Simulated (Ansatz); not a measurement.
Ligand exchange: C3H7FMg + C2H3F3O → C3H8MgO + C2H2F4

Species: C3H7FMg `C[CH](C)[Mg][F]`, singlet; C2H3F3O (2,2,2-trifluoroethanol) `OCC(F)(F)F`, singlet; C3H8MgO `C[CH](C)[Mg][OH]`, singlet; C2H2F4 (norflurane) `FCC(F)(F)F`, singlet. The partners trade F for OH: Mg–F and C–OH bonds give way to Mg–OH and C–F.

Shapes, held fixed at every level: PBE0-D4/def2-TZVP. Flexible molecules stand in one conformer, not always the lowest. Programs: Ansatz 0.2.0. The zero-point and thermal change to 298 K, harmonic and unscaled (PBE0-D4/def2-TZVP), is -3.7 kJ/mol.

**Question.** Estimate ΔH(298 K) of this reaction.

**Answer.** The highest level, CCSD(T)/def2-TZVPP, gives ΔH(298 K) = +67.6 kJ/mol; the levels span +66.7 to +71.2. The column of differences is taken from that level and isn't an error. No measured value is set beside it here. Outer-core shells of Mg are correlated in most correlated rows, in sets that cover them unevenly. Times are processor times on shared x86 and Arm servers, and rough.

```tsv
level	kind	ΔH(298 K) (kJ/mol)	less CCSD(T)/def2-TZVPP	CPU time (sum over the molecules)
SPW92/def2-TZVPP	LDA	+69.4	+1.8	20 s
PBE-D4/def2-TZVPP	GGA	+71.2	+3.6	29 s
B3LYP-D4/def2-TZVPP	global hybrid	+68.0	+0.4	52 s
BHLYP-D4/def2-TZVPP	global hybrid	+66.9	-0.7	35 s
wB97M-V/def2-TZVPP	range-separated hybrid	+67.7	+0.1	2.2 min
CCSD/def2-TZVPP	coupled cluster or CI	+66.7	-0.9	–
CCSD(T)/def2-TZVPP	coupled cluster or CI	+67.6	0.0	47 min
```

The exchange is clearly endothermic at every level, so fluoride prefers magnesium and hydroxide prefers carbon. A C–F bond is ordinarily stronger than a comparable C–OH bond, which by itself would favour the products. The positive enthalpy therefore implies that replacing Mg–F by Mg–OH costs more than the carbon side gains. The likely reason is the strongly ionic Mg–F bond, in which a small, hard fluoride sits close to a hard, electropositive metal.

The narrow spread among methods fits a reaction that conserves the number of bonds and keeps every species closed-shell, so that much of the error in the individual bond energies cancels. Even the local density functional lands close to coupled cluster, which says little about its accuracy for breaking either bond outright. The small shift from CCSD to CCSD(T) likewise gives no sign of strong static correlation.

The enthalpy doesn't make this exchange the expected outcome of mixing the reactants, since an alcohol normally protonates the Mg–C bond, releasing propane and forming a magnesium alkoxide.
